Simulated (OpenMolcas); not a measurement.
A ladder of methods for SnSiH6O (SMILES [SiH3][O][SnH3])

The species is SnSiH6O (9 atoms), meant as a singlet with charge 0. As SMILES, `[SiH3][O][SnH3]`. The shape is that of a PBE0-D4/def2-TZVP optimisation.

Quantity: the vertical energy of the triplet above the singlet, in eV. The values are calculated.

```json
{"level": "HF/def2-SVP (core potential)", "kind": "Hartree–Fock", "program": "OpenMolcas", "value (eV)": "6.20", "CPU time (all runs)": "32 s"}
{"level": "SVWN5/def2-SVP (core potential)", "kind": "LDA", "program": "OpenMolcas", "value (eV)": "5.36", "CPU time (all runs)": "99 s"}
{"level": "PBE/def2-SVP (core potential)", "kind": "GGA", "program": "OpenMolcas", "value (eV)": "5.46", "CPU time (all runs)": "2.6 min"}
{"level": "revPBE/def2-SVP (core potential)", "kind": "GGA", "program": "OpenMolcas", "value (eV)": "5.52", "CPU time (all runs)": "2.3 min"}
{"level": "M06-L/def2-SVP (core potential)", "kind": "meta-GGA", "program": "OpenMolcas", "value (eV)": "6.01", "CPU time (all runs)": "3.4 min"}
{"level": "TPSS/def2-SVP (core potential)", "kind": "meta-GGA", "program": "OpenMolcas", "value (eV)": "5.69", "CPU time (all runs)": "3.6 min"}
{"level": "r2SCAN/def2-SVP (core potential)", "kind": "meta-GGA", "program": "OpenMolcas", "value (eV)": "5.77", "CPU time (all runs)": "3.5 min"}
{"level": "B3LYP/def2-SVP (core potential)", "kind": "global hybrid", "program": "OpenMolcas", "value (eV)": "5.92", "CPU time (all runs)": "2.4 min"}
```

Spin-orbit coupling, which can split open shells on such heavy atoms by tenths of an eV, is left out. The values span 5.36 to 6.20 eV. A triplet this far above the singlet is often a Rydberg-like or dissociative state; sets without diffuse functions put Rydberg states too high. Times are those of the runs behind each value, whatever else they computed, on shared processors of several kinds: orders of magnitude only.

Every method places the singlet well below the triplet at this geometry, as expected for a saturated molecule with polar σ bonds and no low-lying π* orbital. The triplet must promote an electron from an oxygen lone pair or a bonding σ orbital into an antibonding or diffuse orbital. The acceptor probably has marked tin character, since tin's diffuse valence orbitals overlap less effectively and leave its σ* levels lower than those of silicon.

The gap rises from LDA through the GGAs to the meta-GGAs, but M06-L, at 6.01 eV, lies above B3LYP at 5.92 eV, so the order doesn't simply follow the share of exact exchange. Hartree–Fock gives the largest gap, although its missing opposite-spin correlation normally penalises the singlet and lowers such a gap; the semilocal functionals possibly overstabilise a delocalised triplet. The Hartree–Fock and LDA values are therefore not rigorous bounds on the true gap. Nor does a vertical energy show how far the triplet would relax, or which bond would weaken.
